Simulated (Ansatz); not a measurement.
A vibration from a frozen displacement in Ga3Se

Method: DFT PBEsol+D3(BJ), scalar-relativistic, plane waves, PAW (Ansatz 0.2.0). Cutoff 420 eV, Γ-centred 12×12×12 k-points, Gaussian smearing of 0.15 eV. No spin polarisation. Energies are free energies at this smearing, counted from the undisturbed cell; pressure is positive in compression.

Reference structure (relaxed at this level; with this scan's settings it stands at 0.1 GPa; it needn't be the usual structure):

```yaml
crystal:
  lattice:
    - [4.22492, 0.00000, 0.00000]
    - [0.00000, 4.22492, 0.00000]
    - [0.00000, 0.00000, 4.22492]
  atoms:
    - { symbol: Ga, position: [0.00000, 0.50000, 0.50000] }
    - { symbol: Ga, position: [0.50000, 0.00000, 0.50000] }
    - { symbol: Ga, position: [0.50000, 0.50000, 0.00000] }
    - { symbol: Se, position: [0.00000, 0.00000, 0.00000] }
```

Every Se atom is moved by x along the Cartesian unit vector (1.000, 0.000, 0.000); the cell and all other atoms stay fixed. The cell's volume is 75.41 Å³; the moved atoms weigh 78.971 u together and the others 209.169 u.

```csv
x (Å),ΔE (meV/cell),total force on the moved atoms along the move (eV/Å),pressure (GPa)
-0.1000,5.23,0.1059,0.1707
-0.0500,1.30,0.0520,0.1100
0.0000,0.00,0.0000,0.0898
0.0750,2.93,-0.0786,0.1353
```

**Question.** What frequency belongs to this motion?

**Answer.** The force constant is k = −dF/dx = 1.043 eV/Å², from the parabola through x = -0.0500, 0 and 0.0750. In every cell the moved atoms swing against the rest, so the mass is μ = m₁m₂/(m₁ + m₂) = 57.327 u, and ν̃ = 521.5 cm⁻¹ × √(|k|/μ) = 70 cm⁻¹. The pattern needn't be a normal mode: ν̃² is then a weighted mean of the squared nonzero frequencies at the zone centre of this cell, so it lies between the lowest and the highest of them.

**Question.** How far does the harmonic law reach?

**Answer.** At x = -0.100 Å, kx²/2 = 5.22 meV against the computed 5.23 meV (+0.3 %): the well is still close to harmonic there.

In a metal these slopes depend on the k mesh and the smearing.

Cost: 4 runs of about 1.7 core-minutes in all, on Intel Xeon Platinum 8488C (Sapphire Rapids) (shared hosts).

The selenium atom sits in a stable but soft well: the restoring force grows almost linearly, and its slight stiffening at larger displacement is what a site with inversion symmetry allows, since the cubic term vanishes. Because the site is cubic, the same harmonic force constant holds for every direction of the move, so selenium has no tendency to leave the centre of a rigid gallium cage. The softness probably reflects the twelve equal, long Ga–Se contacts, which spread the bonding over the cage in place of the few short, directional bonds of the known gallium selenides. The pressure rises with displacement in either direction, so compression stiffens this motion, as is normal where short-range repulsion supplies much of the restoring force.

By symmetry, the 70 cm⁻¹ averages only the two polar optical branches; the silent mode, in which only gallium moves, doesn't enter. A positive average doesn't rule out that one polar branch is unstable, and distortions that enlarge the cell remain untested.
